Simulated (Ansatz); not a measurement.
PbO3: energy above lowest point and pressure against volume per atom

Results calculated with Ansatz 0.2.0 development build, not measured. Equation of state of a cubic crystal from periodic Kohn-Sham density functional theory without spin; pressure corrected for the finite basis.

Cell of the first row (space group Pm-3m, No. 221):
```
cell vectors (Å)
   4.2085     0.0000     0.0000
   0.0000     4.2085     0.0000
   0.0000     0.0000     4.2085
atoms (fractions of the cell vectors)
Pb  0.00000  0.00000  0.00000
O   0.50000  0.00000  0.00000
O   0.00000  0.50000  0.00000
O   0.00000  0.00000  0.50000
```

Settings of every row: formula PbO3; structure type ReO3; functional PBE; spin treatment none; k mesh 9x9x9; occupation method fermi-dirac; occupation width 0.061225619 eV; wave cutoff 420 eV; datasets soft-1 PAW; density cutoff ratio 4.

Limits: a cubic model structure, not a phase known at ambient conditions; modest k-mesh, values are not fully converged in k; no spin polarisation, a magnetic state may lie lower; no spin-orbit coupling with 6p elements.

| row | volume per atom (Å³) | energy above lowest point (meV/atom) | pressure (GPa) |
| --- | --- | --- | --- |
| 1 | 18.635 | ? | ? |
| 2 | 19.032 | 5.69 | 2.485 |
| 3 | 19.428 | 1.26 | 1.124 |
| 4 | 19.825 | 0 | -0.093 |
| 5 | 20.221 | 1.62 | -1.213 |
| 6 | 20.617 | 5.95 | -2.256 |
| 7 | 21.014 | 12.72 | -3.217 |

Question: what energy above lowest point and pressure should row 1 give?

Worked fit of energy above lowest point. Take u = (V_r/V)^(2/3) − 1 with V_r = 20.023 Å³ an atom, which is twice the finite (Eulerian) strain; such expansions in the strain, on which the Birch-Murnaghan equation of state is built, carry the rest volume and the bulk modulus. The shown rows have u = 0.03442, 0.02031, 0.00665, -0.00654, -0.0193, -0.03169. Least squares give energy above lowest point = 0.465 − 125.11 × u + 8155.9 × u² − 3211 × u³ meV/atom; a parabola predicts inner rows, each left out in turn, worse (root mean square 0.042 against 0.017 meV/atom). The rows lie off it by 0.00, 0.00, 0.01, -0.01, 0.01, 0.00. Its lowest point lies at u = 0.0077, or V = 19.79 Å³ an atom, and the curvature there gives the bulk modulus at fixed shape and fractions, B = (4/9)(1 + u)² E″(u)/V = 59 GPa. The withheld row has u = 0.04906, so the fit gives 0.465 − 125.11 × (0.04906) + 8155.9 × (0.04906)² − 3211 × (0.04906)³ = 13.58 meV/atom.

The calculation gave 13.73 meV/atom. The fit lies 0.15 meV/atom (1.1 % of the value, 1.1 % of the column's range) below it; its largest miss of a shown row is 0.01 meV/atom. This row lies beyond the range of the fit.

Worked fit of pressure. Take u = (V_r/V)^(2/3) − 1 with V_r = 20.023 Å³ an atom, which is twice the finite (Eulerian) strain; such expansions in the strain, on which the Birch-Murnaghan equation of state is built, carry the rest volume and the bulk modulus. The shown rows have u = 0.03442, 0.02031, 0.00665, -0.00654, -0.0193, -0.03169. Least squares give pressure = −0.6695 + 85.602 × u + 169.01 × u² GPa; a straight line predicts inner rows, each left out in turn, worse (root mean square 0.071 against 0.013 GPa). The rows lie off it by 0.008, -0.015, 0.000, 0.009, 0.003, -0.005 (root mean square 0.0082 GPa). The withheld row has u = 0.04906, so the fit gives −0.6695 + 85.602 × (0.04906) + 169.01 × (0.04906)² = 3.937 GPa.

The calculation gave 4.052 GPa. The fit lies 0.115 GPa (2.8 % of the value, 1.6 % of the column's range) below it; its largest miss of a shown row is 0.015 GPa. This row lies beyond the range of the fit.
